**Q.** What numbers should I carry in my head for a dot like this?

**A.** Three sizes, in effective atomic units (hartree*, bohr*). The first electron is bound by the well depth plus about 0.5. From the fourth on, each costs about 0.1 more than the last. Level structure moves that step by a few hundredths. N is the number of electrons, the chemical potential is μ(N) = E(N) − E(N−1), and the addition energy is μ(N+1) − μ(N). "1p up" is the lowest spin-up p level. The values are spin-polarised PBE with spherical densities.

Calculated with the radks radial solver and Libxc, using non-relativistic, spin-polarised Kohn-Sham PBE with m-averaged shells, for a spherical dot in effective atomic units (hartree*, bohr*). The well is −V₀/(1 + exp((r − R)/d)), with depth V₀ = 2.44 hartree*, radius R = 12.6 bohr* and edge width d = 1.4 bohr*, and a point charge of 1 e sits at its centre.

| electrons | chemical potential (hartree*) | unpaired electrons | rms radius (bohr*) | highest eigenvalue (hartree*) | highest level | addition energy (hartree*) |
| --- | --- | --- | --- | --- | --- | --- |
| 1 | -2.939 | 1 | 1.788 | -2.717 | 1s up | n/a |
| 2 | -2.456 | 0 | 2.838 | -2.351 | 1s down | 0.2816 |
| 3 | -2.174 | 1 | 4.554 | -2.124 | 1p up | 0.1069 |
| 4 | -2.067 | 2 | 5.345 | -2.010 | 1p up | 0.1148 |
| 5 | -1.952 | 3 | 5.862 | -1.895 | 1p up | 0.1244 |
| 6 | -1.828 | 4 | 6.230 | -1.777 | 2s up | 0.1368 |
| 7 | -1.691 | 3 | 6.557 | -1.642 | 1p down | 0.1005 |
| 8 | -1.591 | 2 | 6.818 | -1.539 | 1p down | 0.1047 |
| 9 | -1.486 | 1 | 7.036 | -1.433 | 1p down | 0.1443 |
| 10 | -1.342 | 2 | 7.235 | -1.290 | 1d up | 0.1030 |
| 11 | -1.239 | 3 | 7.408 | -1.187 | 1d up | 0.1026 |
| 12 | -1.136 | 4 | 7.560 | -1.085 | 1d up | 0.1021 |
| 13 | -1.034 | 5 | 7.697 | -0.9832 | 1d up | 0.1198 |
| 14 | -0.9142 | 4 | 7.828 | -0.8651 | 1d down | 0.08568 |
| 15 | -0.8286 | 5 | 7.941 | -0.7615 | 1d down | n/a |
| 18 | n/a | 2 | 8.240 | -0.4691 | 1d down | n/a |
| 20 | n/a | 0 | 8.414 | -0.2327 | 1f up | n/a |

**Q.** Why is the first electron so different?

**A.** It is a donor electron on the central charge. Hydrogen on the flat bottom of a well of depth V₀ has μ = −V₀ − 1/2 = −2.940, against −2.939 in the table, and the run's kinetic energy is also close to hydrogen's 1/2. The second electron sees a neutral centre, so μ ≈ −V₀; the table lies 0.016 lower.

**Q.** For the rest, can I use a capacitor with the well radius R?

**A.** No. A step of 1/R = 0.079 is smaller than every addition energy in the table, and μ = −V₀ + (N−2)/R is 0.58 too low at N = 15. The wall is soft, with edge width d, and the electrons stop well inside R.

Leave one electron on the centre and spread the other N−1 over a thin shell of radius a. Each has well energy V(a) and each pair repels by 1/a, so the shell energy is (N−1)V(a) + (N−1)(N−2)/(2a). Its minimum requires V′(a) = (N−2)/(2a²). A few d inside the wall, V ≈ −V₀ + V₀·exp((a−R)/d), which gives

a = R − d·ln[2V₀a²/(d(N−2))].

In this form V(a) = −V₀ + d·V′. The last electron adds V(a) and N−2 repulsions:

μ ≈ −V₀ + ((N−2)/a)(1 + d/2a), rms radius² ≈ (3 + (N−1)a²)/N,

where 3 is ⟨r²⟩ of hydrogen. Nothing is fitted, so the worked rows are plain tests.

**Q.** Show me one in full.

**A.** Take N = 11 and start at a = R − 3d = 8.40. The bracket is 2 × 2.44 × 8.40²/(1.4 × 9) = 27.3, its logarithm is 3.31, and a = 12.6 − 1.4 × 3.31 = 7.97. Repeating gives 8.12, 8.07, 8.08. Then (N−2)/a = 1.114 and 1 + d/2a = 1.087, so μ = −2.44 + 1.114 × 1.087 = −1.229; the table has −1.239. The radius is √((3 + 10 × 8.08²)/11) = 7.72, which is 4 % above the table's 7.408.

For N = 4 the iteration swings more widely (5.86, 6.87, 6.43, 6.61) and settles at 6.56. Then μ = −2.44 + 0.305 × 1.107 = −2.102, which is 0.035 below the table's −2.067.

**Q.** How good is it overall, and does it carry over to my device?

**A.** For N = 3 to 15 the rms error in μ is 0.03. The error drifts, unevenly, from 0.08 too low at N = 3 to 0.05 too high at N = 15. The table's own μ(14) and μ(15) are probably off by about 0.02, for a reason given below. Radii are too large from N = 3 on, by 8 % falling to 2 %. A straight line fitted to μ of those rows does better, with rms error 0.015, but its two constants belong to this well and, like the shell formula, it does not cover the two donor electrons. The printed output below gives every row.

By the formula, a depends only logarithmically on V₀ and N. A deeper well should shift μ almost rigidly, while a larger R or a sharper edge moves the shell out and lowers the step. A sharper edge also raises the radial kinetic energy that the rule omits, so expect a smaller drop and a larger error there. One well was computed, so this is argued and untested. The steps need the shell to lie a few d inside R, and μ < 0.

**Q.** There is no kinetic energy in the shell. Why does it work?

**A.** At N = 4 the run shows cancellation. Its kinetic energy is 0.641 against the model's 0.500, and its interaction energy 0.995 against 0.915, while the energy in well and centre, found by subtraction, is lower by 0.15. The 1p mean radius, 6.49, matches a. The one-electron core does not hold: both 1s electrons lie far inside, at 2.33 (down) and 3.41 (up). This is shown for that row only. For larger N my guess is that the omitted radial zero-point energy, of order 0.1, offsets omitted exchange and correlation. Part of the error comes from the rule's own shortcuts: with the full wall and true energy differences the same model has an rms error of 0.024.

**Q.** I measure peak spacings. Does the rule give them?

**A.** Only their size. Over N = 3 to 14 it averages 0.123 against the table's 0.112, and it errs by up to 0.04; the constant 0.11 does no worse. At N = 2 it gives 0.19 against 0.28, since the third electron must leave the donor levels.

The table shows a pattern that the rule lacks. Where the next electron opens a new level or spin (N = 5, 6, 9), the step is 0.12 to 0.14; while one shell fills it is 0.10 to 0.11. N = 13 and 14 are set aside below. The standard reasons apply: a new level costs its spacing, and a reversed spin gains less exchange, as in Hund's rule. N = 8 shows no peak because 2s up enters at N = 6, ahead of 1p down, so 1p fills only at N = 9.

N = 14 has the lowest value, 0.086. The next electron is spin-up although the highest level stays 1d down, so at N = 15 the tenth up electron lies below that level. It took the fifth 1d up place. The nine up electrons at N = 13 and at N = 14 are 1s, three 1p, 2s and four 1d, so the fourteenth electron went into 1d down while a place in 1d up was still empty.

That points to a missed state. One more step of 0.102 in the 1d up shell would give μ(14) ≈ −0.932, below the table's −0.914. The greedy filling has then probably missed a lower state at N = 14, which puts μ(14) about 0.02 too high and μ(15) about 0.02 too low. With the lower state μ(15) would be about −0.811, and the spacings would be 0.102 at N = 13 and 0.121 at N = 14. The peak then belongs at N = 14, where 1d up is full and the next electron must reverse its spin, in line with the pattern above. The filling with 1d up full was not run at N = 14, so this is an estimate; don't rely on the table's spacings at N = 13 and 14. The greedy search can miss a lower state in other rows too, and spherical averaging removes deformation, symmetry breaking and multiplet structure.

**Q.** Can I read μ from the highest eigenvalue?

**A.** Subtract about 0.05 for N = 3 to 14. By Janak's theorem the eigenvalue is the slope of E at N, while μ is the mean slope from N−1 to N. PBE's self-interaction curves E between integers, so the gap is half the curvature, roughly 1/(2a): 0.062 at N = 11 against 0.052, but 0.085 at N = 3 against 0.050, so only the order of size is right. Within one averaged shell E runs smoothly through the integers, so the curvature is the addition energy itself, and half of it fits better: 0.051 at N = 11 and 0.053 at N = 3. For the compact donor the gap is 0.222, where an exact one-electron theory gives zero. Adding 1/(2a) to the rule puts the eigenvalue 0.08 too high at N = 18 and 0.06 too high at N = 20. The latter is no closed shell despite its zero moment, since 1f up is occupied while a place in 1s, 1p, 2s or 1d up stays empty; whether that is the lowest state was not tested.

Numerical output:

```
energies hartree*, lengths bohr*; errors = rule - table; rounding of mu 0.0005 or less
N up/down | a | mu rule, error | addition rule, error | rms rule, error % | eig-mu, 1/(2a)
1 1/0 | - | -2.940 -0.001 | - - | 1.73 -3.1 | 0.222 -
2 1/1 | - | -2.440 +0.016 | 0.190 -0.092 | - - | 0.105 -
3 2/1 | 5.89 | -2.250 -0.076 | 0.148 +0.041 | 4.91 +7.8 | 0.050 0.085
4 3/1 | 6.56 | -2.102 -0.035 | 0.137 +0.022 | 5.74 +7.5 | 0.057 0.076
5 4/1 | 6.96 | -1.965 -0.013 | 0.131 +0.006 | 6.27 +7.0 | 0.057 0.072
6 5/1 | 7.25 | -1.835 -0.007 | 0.126 -0.010 | 6.65 +6.8 | 0.051 0.069
7 5/2 | 7.47 | -1.708 -0.017 | 0.123 +0.023 | 6.95 +6.0 | 0.049 0.067
8 5/3 | 7.66 | -1.585 +0.006 | 0.121 +0.016 | 7.19 +5.5 | 0.052 0.065
9 5/4 | 7.82 | -1.464 +0.022 | 0.118 -0.026 | 7.39 +5.1 | 0.053 0.064
10 6/4 | 7.96 | -1.346 -0.004 | 0.117 +0.014 | 7.57 +4.6 | 0.052 0.063
11 7/4 | 8.08 | -1.229 +0.010 | 0.115 +0.012 | 7.72 +4.2 | 0.052 0.062
12 8/4 | 8.19 | -1.114 +0.022 | 0.114 +0.012 | 7.86 +3.9 | 0.051 0.061
13 9/4 | 8.29 | -1.001 +0.033 | 0.112 -0.007 | 7.98 +3.6 | 0.051 0.060
14 9/5 | 8.38 | -0.888 +0.026 | 0.111 +0.026 | 8.09 +3.3 | 0.049 0.060
15 10/5 | 8.46 | -0.777 +0.052 | - - | 8.19 +3.1 | 0.067 0.059
18 10/8 | 8.68 | -0.449 - | - - | 8.45 +2.5 | - 0.058
20 10/10 | 8.81 | -0.234 - | - - | 8.59 +2.1 | - 0.057
worked N=4: a steps 8.40 5.86 6.87 6.43 6.61 6.53 ; (N-2)/a 0.305, 1+d/2a 1.107, mu -2.102, table -2.067
worked N=11: a steps 8.40 7.97 8.12 8.07 8.08 8.08 ; (N-2)/a 1.114, 1+d/2a 1.087, mu -1.229, table -1.239
shell rule, mu N=3-15: rms error 0.032, worst -0.076 at N=3
same model, full wall and energy differences: rms error 0.024, worst -0.056 at N=3
capacitor -V0+(N-2)/R, 1/R = 0.0794: rms error 0.422, worst -0.580 at N=15
fitted line -2.509 + 0.1139 N (1/slope 8.78): rms error 0.015, worst +0.029 at N=15
line on rows left out: N=1 +0.544, N=2 +0.175
shell rule, addition N=3-14: rms error 0.020, worst +0.041 at N=3
addition N=3-14 mean: table 0.1121, rule 0.1228; table range 0.0857-0.1443
highest level same at N+1, N=[3, 4, 7, 8, 10, 11, 12, 14]: mean 0.103, range 0.086-0.115
highest level changed at N+1, N=[5, 6, 9, 13]: mean 0.131, range 0.120-0.144
largest gap between addition column and mu differences 0.0005
N=18 eigenvalue: rule mu+1/(2a) -0.391, table -0.469, error +0.078
N=20 eigenvalue: rule mu+1/(2a) -0.177, table -0.233, error +0.056
N=4 radii: a 6.56, 1p up mean 6.49, 1s down 2.33, 1s up 3.41
N=4 run:   kinetic 0.641, Hartree+xc 0.995, external -11.272, total -9.636
N=4 model: kinetic 0.500, repulsion 0.915, external -11.120, total -9.705
N=11 omitted terms, order of size: radial zero point 0.1, l(l+1)/2a^2 for d 0.05
```
